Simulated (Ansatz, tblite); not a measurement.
C2H6BFO (SMILES COB(C)F): methods side by side

C2H6BFO: 11 atoms, total charge 0, spin state singlet. As SMILES, `COB(C)F`. Geometry: relaxed at PBE0-D4/def2-TZVP. This is one conformer, not always the lowest.

```xyz
11

C    -1.3644    0.7111    0.5385
O    -0.2410    1.2278   -0.1353
B     0.8186    0.4827   -0.5089
C     0.9932   -1.0579   -0.2706
F     1.7792    1.1652   -1.1360
H    -1.4585    1.2071    1.5069
H    -2.2591    0.9243   -0.0500
H    -1.2940   -0.3677    0.6981
H     0.9476   -1.3070    0.7940
H     1.9474   -1.4128   -0.6601
H     0.1963   -1.6298   -0.7560
```

Each level gives the vertical energy of the triplet above the singlet (eV). The values are calculated.

```tsv
level	kind	program	value (eV)	CPU time (all runs)
GFN2-xTB	semi-empirical	tblite	6.89	under 2 s
HF/def2-SVP	Hartree–Fock	Ansatz	7.88	12 s
SVWN5/def2-SVP	LDA	Ansatz	7.38	10 s
BLYP/def2-SVP	GGA	Ansatz	7.32	17 s
BHLYP/def2-SVP	global hybrid	Ansatz	8.24	20 s
CAM-B3LYP/def2-SVP	range-separated hybrid	Ansatz	8.05	25 s
B2PLYP/def2-SVP	double hybrid	Ansatz	8.41	20 s
RPA@PBE/def2-SVP	RPA	Ansatz	7.87	27 s
CCSD/def2-SVP	coupled cluster or CI	Ansatz	8.57	1.9 min
```

The values span 6.89 to 8.57 eV. A triplet this far above the singlet is often a Rydberg-like or dissociative state; sets without diffuse functions put Rydberg states too high. CPU times are rough (shared hosts, several kinds of processor): they show what a rung costs within a factor of a few.

Every level places the triplet far above the closed-shell singlet, from 6.89 eV with GFN2-xTB to 8.57 eV with CCSD, so the singlet ground state at this geometry is not in doubt. The molecule has no C=C or C=O π bond to supply a low-lying ππ* or nπ* triplet. Its natural acceptor is the formally empty boron p orbital, but π donation from oxygen and fluorine pushes that orbital up, while the electrons available for promotion sit in strongly bound lone pairs and σ bonds.

B2PLYP comes closest to CCSD, and the two semilocal functionals fall well below the hybrids. The gap does not simply grow with exact exchange, however: Hartree–Fock, at 7.88 eV, lies below BHLYP and CAM-B3LYP, probably because it omits the correlation of the electron pair that is broken in the triplet. Since the gap is vertical, it does not show how far the triplet would drop on relaxation, or which bond would lengthen or break.
